# Margin comments on the Andreev levels and supercurrent of a short junction

**1. Premises.** Two s-wave superconductors of equal gap are joined by a phase-coherent elastic scatterer of length $L$. (a) Mean field: quasiparticles obey

$$\begin{pmatrix}H_0&\Delta(\mathbf r)\\ \Delta^*(\mathbf r)&-H_0^*\end{pmatrix}\begin{pmatrix}u\\ v\end{pmatrix}=E\begin{pmatrix}u\\ v\end{pmatrix},$$

with $H_0$ measured from $E_F$ and the spinor $(\psi_\uparrow,\psi_\downarrow^\dagger)$. (b) Rigid banks: $\Delta(\mathbf r)=\Delta e^{i\phi/2}$ on the left, $\Delta e^{-i\phi/2}$ on the right, zero in the scatterer. (c) $H_0$ is real and spin-independent, so the normal scattering matrix is symmetric, $s_0=s_0^T$. (d) Andreev approximation, $\Delta\ll E_F$. (e) Short junction: $s_0(E)$ is constant over $|E|\lesssim\Delta$. (f) Equilibrium at temperature $T$ with $\phi$ a fixed classical parameter. The charge $e$ is positive, amplitudes are flux-normalised, and $s_0=\begin{pmatrix}r&t'\\ t&r'\end{pmatrix}$ includes propagation up to the two interfaces. The $\tau_n$ are the eigenvalues of $tt^\dagger$, and $1/R_N=(2e^2/h)\sum_n\tau_n$. The scattering route followed here is that of Beenakker (1991).

**2. Why the hole matrix is $s_0(-E)^*$ and not its inverse.** Where $\Delta=0$, the lower row reads $-H_0^*v=Ev$, so $v^*$ is an electron solution at energy $-E$. Conjugation turns $e^{ikx}$ into $e^{-ikx}$, which looks like a swap of incoming and outgoing waves. But a hole wave $e^{iqx}$ has $E=E_F-\hbar^2q^2/2m$ and group velocity $-\hbar q/m$, so the hole $e^{-ikx}$ moves the same way as the electron $e^{ikx}$. Incoming stays incoming, and conjugating $b=s_0(-E)a$ gives $s_h(E)=s_0(-E)^*$, while $s_e(E)=s_0(E)$.

**3. The Andreev amplitude has the same $\alpha$ both ways.** Put a bank with phase $\chi$ at $x>0$. For one mode of longitudinal velocity $v_F$, factor out $e^{\pm ik_Fx}$. By (d) the envelopes obey first-order equations and the two signs decouple:

$$\mp i\hbar v_F u'+\Delta e^{i\chi}v=Eu,\qquad \pm i\hbar v_F v'+\Delta e^{-i\chi}u=Ev.$$

For $|E|<\Delta$ only the decaying envelope $e^{-\kappa x}$ is allowed. With the upper sign the two rows give $v/u=(E-i\hbar v_F\kappa)e^{-i\chi}/\Delta$ and $v/u=\Delta e^{-i\chi}/(E+i\hbar v_F\kappa)$, which agree if $\hbar v_F\kappa=\sqrt{\Delta^2-E^2}$. Define

$$\alpha=\frac{E-i\sqrt{\Delta^2-E^2}}{\Delta}=e^{-i\arccos(E/\Delta)}.$$

First-order equations require only continuity of $u$ and $v$. On the $+k_F$ branch the electron is incoming and the hole outgoing, so the reflection amplitude is $v/u=\alpha e^{-i\chi}$. On the $-k_F$ branch $\kappa$ changes sign in both expressions, $v/u=\alpha^{-1}e^{-i\chi}$; now the hole is incoming, and the amplitude is $u/v=\alpha e^{+i\chi}$. The condensate phase changes sign between the two processes and $\arccos(E/\Delta)$ does not. The velocity has dropped out, so $\alpha$ is common to all modes, and the left bank follows by $x\to-x$.

**4. Closing the loop.** Let $r_A=\mathrm{diag}(e^{i\phi/2}\mathbb 1,\,e^{-i\phi/2}\mathbb 1)$ in left-right space, and let $a$, $b$ be amplitudes entering and leaving the scatterer. Then $b_h=s_ha_h$, $a_e=\alpha r_Ab_h$, $b_e=s_ea_e$, $a_h=\alpha r_A^*b_e$. A nonzero solution requires

$$\det\left[1-\alpha^2\,r_A^*s_e\,r_As_h\right]=0 .$$

This holds for any $L$; premise (e) has not been used.

**5. From the determinant to the transmissions.** By (e), $s_e=s$ and $s_h=s^*$, with $s=s_0(0)$. By (c), $s^*=s^\dagger$; this is where time reversal enters. The matrix $U=r_A^*sr_As^\dagger$ is unitary and independent of energy, and a level occurs when $\alpha^{-2}=e^{2i\arccos(E/\Delta)}$ equals an eigenvalue $e^{i\eta}$ of $U$. Write $r_A=C+iSZ$ with $C=\cos(\phi/2)$, $S=\sin(\phi/2)$, $Z=\mathrm{diag}(\mathbb 1,-\mathbb 1)$, and set $Y=sZs^\dagger$, which is Hermitian. Then

$$U=(C-iSZ)(C+iSY)=C^2+iSC(Y-Z)+S^2ZY .$$

The middle term is anti-Hermitian, so $U+U^\dagger=2C^2+S^2(ZY+YZ)$. The anticommutator with $Z$ removes the off-diagonal blocks and equals $2\,\mathrm{diag}(Y_{LL},-Y_{RR})$. Unitarity of $s$ gives $Y_{LL}=rr^\dagger-t't'^\dagger=1-2t't'^\dagger$ and $Y_{RR}=tt^\dagger-r'r'^\dagger=2tt^\dagger-1$. Hence

$$U+U^\dagger=2-4S^2\,\mathrm{diag}(t't'^\dagger,\,tt^\dagger).$$

Since $t'=t^T$, the upper block is $(t^\dagger t)^T$ and has the same nonzero eigenvalues as $tt^\dagger$. Each $\tau_n$ occurs twice, with $\cos\eta_n=1-2\tau_nS^2$. The two eigenvalues of $U$ are $e^{+i\eta_n}$ and $e^{-i\eta_n}$, one each: $U^*=r_As^\dagger r_A^*s$ is a cyclic permutation of $U$, hence similar to it, so the spectrum is closed under conjugation. As $E$ runs from $\Delta$ to $-\Delta$, $2\arccos(E/\Delta)$ runs once from $0$ to $2\pi$ and meets each eigenvalue once. With $\cos[2\arccos(E/\Delta)]=2E^2/\Delta^2-1$,

$$E=\pm E_n,\qquad E_n=\Delta\sqrt{1-\tau_n\sin^2(\phi/2)} .$$

The eigenvectors of $tt^\dagger$ and all reflection phases have dropped out. Modes with $\tau=0$, including surplus modes of a wider lead, stay at the gap edge for every $\phi$.

**6. Why the continuum carries no current.** For $E>\Delta$ the transmitted envelope is $e^{iqx}$ with $\hbar v_Fq=\sqrt{E^2-\Delta^2}$, and comment 3 gives the real amplitude $\alpha=(E-\sqrt{E^2-\Delta^2})/\Delta<1$. Let $\Sigma=\begin{pmatrix}A&B\\ B'&D\end{pmatrix}$ be the unitary matrix of the two interfaces, where $D=\alpha\begin{pmatrix}0&r_A\\ r_A^*&0\end{pmatrix}$ is reflection on the normal side in electron-hole space, and let $M=\mathrm{diag}(s_e,s_h)$, of dimension $N$. Summing multiple reflections gives the total matrix $\mathcal S=A-B(D-M^\dagger)^{-1}B'$. This is a Schur complement, so $\det\mathcal S=\det[\Sigma-\mathrm{diag}(0,M^\dagger)]/\det(D-M^\dagger)$. The numerator is $\det\Sigma\,\det(1-D^\dagger M^\dagger)$ and the denominator is $(-1)^N\det M^\dagger\det(1-MD)$, so

$$\det\mathcal S=(-1)^N\det\Sigma\,\det M\,\frac{[\det(1-MD)]^*}{\det(1-MD)} .$$

The density of states is, up to a background fixed by the leads, $(2\pi i)^{-1}\partial_E\ln\det\mathcal S$. A bank phase enters $\Sigma$ as a similarity transformation by diagonal phases, so $\det\Sigma$ is independent of $\phi$, and so is $\det M$. The last factor contains $\det(1-MD)=\det(1-\alpha^2U)=\prod_n(1-2\alpha^2\cos\eta_n+\alpha^4)$. For real $\alpha<1$ each factor is real and at least $(1-\alpha^2)^2>0$. The scattering phase does not depend on $\phi$, and neither does the continuum free energy. The argument needs an energy-independent $U$ with paired eigenvalues and one common $\alpha$.

**7. Counting spin once.** In the spinor of comment 1 the Hamiltonian is $\Psi^\dagger H_{\rm BdG}\Psi$ plus $\phi$-independent constants, without a factor one half, so $+E_n$ and $-E_n$ are two independent fermion modes, and spin is already counted. A channel has four many-body states: energy $-E_n$ (lower mode filled), $+E_n$ (upper mode filled), and two odd-parity states at $0$ (both empty or both filled), which form a spin doublet. Then

$$F=-k_BT\sum_n\ln\left(e^{E_n/k_BT}+2+e^{-E_n/k_BT}\right)=-2k_BT\sum_n\ln\left[2\cosh\frac{E_n}{2k_BT}\right],$$

and $\partial F/\partial\phi=-\sum_n\tanh(E_n/2k_BT)\,\partial_\phi E_n$.

**8. Current and its sign.** The pair amplitude evolves as $e^{-2i\mu t/\hbar}$. A voltage $V=V_L-V_R$ means $\mu_L-\mu_R=-eV$, so $\dot\phi=2eV/\hbar$. For an infinitesimal $V$ the work rate $IV$ is reversible and equals $\dot\phi\,\partial F/\partial\phi$, so $I=(2e/\hbar)\,\partial F/\partial\phi$ is the electric current from left to right. Differentiating $E_n^2$ gives $2E_n\partial_\phi E_n=-\Delta^2\tau_nSC=-\tfrac12\Delta^2\tau_n\sin\phi$, and therefore

$$I(\phi)=\frac{e\Delta^2}{2\hbar}\sin\phi\sum_n\frac{\tau_n}{E_n}\tanh\frac{E_n}{2k_BT},$$

with $\Delta=\Delta(T)$ of the banks. For $\Delta\ll k_BT$, near $T_c$, $\tanh x\to x$ cancels $E_n$: the current is sinusoidal and $eI_cR_N=\pi\Delta^2/4k_BT$ for any set of transmissions.

**9. One channel at $T=0$.** With $w=\sin^2(\phi/2)$, $I=(e\Delta/\hbar)\,\tau\sqrt{w(1-w)/(1-\tau w)}$. Setting the derivative of $w(1-w)/(1-\tau w)$ to zero gives $1-2w+\tau w^2=0$, with root $w=1/(1+\rho)$, $\rho=\sqrt{1-\tau}$. There $1-\tau w=\rho$, $w(1-w)=\rho/(1+\rho)^2$ and $\tau=(1-\rho)(1+\rho)$, so

$$I_c=\frac{e\Delta}{\hbar}(1-\rho),\qquad \cos\phi_c=-\frac{1-\rho}{1+\rho},\qquad eI_cR_N=\frac{\pi\Delta}{1+\rho},$$

using $(e^2/\hbar)(h/2e^2)=\pi$.

*Tunnel limit.* For all $\tau_n\ll1$, $E_n\to\Delta$, $I=(e\Delta/2\hbar)\sin\phi\sum_n\tau_n$ and $eI_cR_N=\pi\Delta/2$, the Ambegaokar-Baratoff value; at finite $T$ it is multiplied by $\tanh(\Delta/2k_BT)$. The leading single-channel correction at $T=0$ is a factor $1+\tau/4$.

*Ballistic limit.* For $\tau=1$, $E=\Delta|\cos(\phi/2)|$ and $I=(e\Delta/\hbar)\sin(\phi/2)$ per channel on $|\phi|<\pi$, so $eI_cR_N=\pi\Delta$. This is a supremum approached as $\phi\to\pi$, where the ground state switches branch and the current jumps; any finite $T$ or $\rho$ rounds the jump and lowers the maximum.

*Bounds.* At $\phi=\pi/2$, $E_n\le\Delta$ gives $I\ge(e\Delta/2\hbar)\sum\tau_n$. Also $I_c\le(e\Delta/\hbar)\sum(1-\rho_n)$ and $1-\rho_n=\tau_n/(1+\rho_n)\le\tau_n$. Every short junction at $T=0$ thus has $\pi\Delta/2\le eI_cR_N\le\pi\Delta$.

**10. The diffusive number.** One further premise is needed, the Dorokhov distribution for a many-channel conductor with mean free path $\ell\ll L$: $\tau=1/\cosh^2x$ with $x$ uniformly distributed, at density $g$, from $0$ to values far above one. Since $\int_0^\infty dx/\cosh^2x=1$, $g=\sum\tau_n=h/2e^2R_N$. With $y=\tanh x$, $dy=\tau\,dx$ and $1-\tau S^2=C^2+S^2y^2$, so for $0<\phi<\pi$

$$\sum_n\frac{\tau_n\Delta}{E_n}\to g\int_0^1\frac{dy}{\sqrt{C^2+S^2y^2}}=\frac gS\,\mathrm{arsinh}\frac SC=\frac gS\,\mathrm{artanh}\,S .$$

With $\sin\phi=2SC$,

$$I=\frac{\pi\Delta}{eR_N}\cos\frac\phi2\;\mathrm{artanh}\sin\frac\phi2 .$$

This and the ballistic form are the two Kulik-Omelyanchuk results. Put $S=\tanh z$, $C=1/\cosh z$: the function is $z/\cosh z$, stationary at $z\tanh z=1$, that is $z=1.1997$, $\phi_c=1.97$ rad, maximum $0.6627$. Thus $eI_cR_N=1.325\,\pi\Delta/2$, an ensemble average.

**11. Range of validity.** The inputs below are typical or approximate values for aluminium films: $\Delta\approx180\ \mu$eV, $E_F\approx11.7$ eV, $v_F\approx2.0\times10^6$ m/s, $D\approx50$ cm$^2$/s, neck length $L\approx1$ nm.

- *Andreev approximation.* Normal reflection at the gap step has amplitude of order $\Delta/E_F=1.5\times10^{-5}$. It matters only if $\sqrt{1-\tau}$ is that small, or for modes at their threshold.
- *Shortness.* For a ballistic channel $s_e$ and $s_h$ each add a phase $EL/\hbar v_F$, and one branch of comment 4 becomes $\arccos(E/\Delta)=\phi/2+\lambda E/\Delta$ with $\lambda=L\Delta/\hbar v_F$. To first order $E=\Delta\cos(\phi/2)[1-\lambda\sin(\phi/2)]$. Here $\hbar v_F/\Delta=7.3\ \mu$m and $\lambda=1.4\times10^{-4}$. For diffusive motion the parameter is $(L/\xi)^2$ with $\xi=\sqrt{\hbar D/\Delta}=0.14\ \mu$m, giving $5.5\times10^{-5}$. The true condition is a dwell time short against $\hbar/\Delta$, so a resonance of width near $\Delta$ violates it at any $L$.
- *Rigid banks.* The back-action on the gap scales as the resistance of a piece of bank of length $\xi$, typically of order $1\ \Omega$, over $R_N$, which is of order $10^{-4}$ for the contact below. The premise fails for a weak link as wide as its banks.
- *Symmetry.* A magnetic field or magnetic scatterer spoils $s^*=s^\dagger$; unequal gaps spoil the common $\alpha$ and let the continuum carry current.
- *Equilibrium and fixed phase.* This is the weak premise for an atomic contact and is sized in comment 13.

**12. Aluminium atomic contact, $\tau=\{0.95,\,0.3,\,0.1\}$.** With $\sum\tau_n=1.35$, $R_N=9.56$ k$\Omega$; with $\Delta=180\ \mu$eV, the current unit is $e\Delta/\hbar=43.8$ nA. At $T=0$ the summed current peaks at $\phi_c\approx2.1$ rad. Currents in the table are in units of $e\Delta/\hbar$.

| $\tau_n$ | own $\phi_c$ (rad) | own maximum $1-\rho_n$ | $E_n$ at 2.1 rad ($\mu$eV) | current at 2.1 rad |
|---|---|---|---|---|
| 0.95 | 2.26 | 0.776 | 96.1 | 0.768 |
| 0.3 | 1.66 | 0.163 | 158.4 | 0.147 |
| 0.1 | 1.60 | 0.051 | 173.1 | 0.045 |

The total is $0.960\,e\Delta/\hbar$, so the model's critical current is $I_c=42.1$ nA and $I_cR_N=402\ \mu$V, or $eI_cR_N=1.42\,\pi\Delta/2$. Critical currents do not add: the channels peak at different phases, and the sum of separate maxima, $43.4$ nA, is too high by 3 per cent. The tunnel formula at the same $R_N$ would give $29.6$ nA. The open channel supplies 70 per cent of the conductance and 80 per cent of the critical current. At $\phi=\pi$ its level sinks to $\Delta\rho=40.2\ \mu$eV, and the even-parity transition $-E\to+E$ lies at $2E/h=19.5$ GHz. At 50 mK the thermal factor of that level departs from one by $1.8\times10^{-4}$ at most, so the $T=0$ form suffices for thermal occupation. All dimensional values scale with the assumed $\Delta$.

**13. What premise (f) leaves out.** Three effects rival the result.

- *Parity.* A quasiparticle trapped in the open channel puts it in an odd state of energy $0$, which carries no current. The other two channels then give a critical current of $9.4$ nA.
- *Phase motion.* Near $\phi=\pi$, $E^2=\Delta^2\rho^2+\tau\Delta^2\cos^2(\phi/2)$ is an avoided crossing with coupling $\Delta\rho$ and diabatic splitting changing at the rate $\sqrt\tau\,\Delta\,\dot\phi=2eV\sqrt\tau\,\Delta/\hbar$. The Landau-Zener probability, $\exp[-2\pi(\text{coupling})^2/(\hbar\times\text{rate})]$, becomes $\exp(-V_0/V)$ with $eV_0=\pi\Delta(1-\tau)/\sqrt\tau$, so $V_0=29\ \mu$V for $\tau=0.95$. The levels are followed adiabatically only for $V\ll V_0$.
- *Phase fluctuations under current bias.* The ground-state barrier at zero bias is $\Delta\sum(1-\rho_n)=178\ \mu$eV, or $2.1$ K. At 50 mK the scale $E_J=\hbar I_c/2e$ is only $20\,k_BT$. For a rough size replace the potential by $-E_J(\cos\phi+i\phi)$, $i=I/I_c$, whose minimum and maximum lie at $\arcsin i$ and $\pi-\arcsin i$, so that the barrier is $2E_J(\sqrt{1-i^2}-i\arccos i)$. If escape sets in at an assumed barrier of $10\,k_BT$, appropriate to attempt rates near 10 GHz and microsecond pulses, then $i\approx0.6$.

The $42.1$ nA is therefore the model's equilibrium maximum for a phase-biased contact, such as one closed in a loop by a much larger junction; tens of nanoamperes is the typical scale for one-atom aluminium contacts, and $\Delta$ was chosen as typical of such films. As typical knowledge, a directly current-biased contact switches below this value, by tens of per cent in a well-damped circuit and by a factor of several in a poorly filtered or undamped one, so for that arrangement the model's number is too high.